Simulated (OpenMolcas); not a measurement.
## CH5GaO: a line through the functionals

CH5GaO: 8 atoms, total charge 0, spin state singlet. SMILES: `C[O][GaH2]`. The coordinates come from a PBE0-D4/def2-TZVP relaxation.

The dipole moment y, in D, basis cc-pVDZ; a is the functional's share of exact exchange. Programs: OpenMolcas 26.06.

```
functional     program     a  y (D)
       PBE  OpenMolcas     0   0.97
    r2SCAN  OpenMolcas     0   1.05
     B3LYP  OpenMolcas   0.2      ?
      PBE0  OpenMolcas  0.25   1.11
     BHLYP  OpenMolcas   0.5   1.24
```

Problem. Fit y = c + s·a to the known rows and predict B3LYP.

Solution. 
1. Means of the 4 rows: a = 0.1875, y = 1.093.
2. Σ(Δa)² = 0.17188, Σ(Δa·Δy) = 0.078125, so the slope is 0.078125/0.17188 = 0.45453.
3. Intercept: 1.093 − (0.45453) × 0.1875 = 1.008. The largest residual of the fit is 0.042.
4. B3LYP: 1.008 + (0.45453) × 0.2 = 1.10 D.

The run gave 1.07 D, so the prediction is off by +0.03 D, within the largest residual. More exact exchange makes the molecule more polar here. The rows mix families of semi-local functionals, which the line can't see.

The rise in dipole moment with exact exchange holds up better within related functionals than the fitted line suggests. From PBE to PBE0, and from B3LYP to BHLYP, the moment grows at nearly the same rate, and in both cases faster than the overall slope. The r2SCAN value flattens the line: it lies above PBE without any exact exchange, so the semi-local part also matters.

The Ga–O bond is strongly polar, with oxygen lone pairs able to donate weakly into the empty 4p orbital of three-coordinate gallium. Exact exchange probably curbs this back-donation and keeps more density on oxygen. The total moment nevertheless stays modest, since it is a vector sum in which the hydridic Ga–H bonds and the C–O bond can partly offset the Ga–O contribution. A larger molecular dipole is therefore not by itself a measure of a more ionic Ga–O bond. Without a measured or high-level correlated reference, the trend does not show which functional comes closest to the true moment.
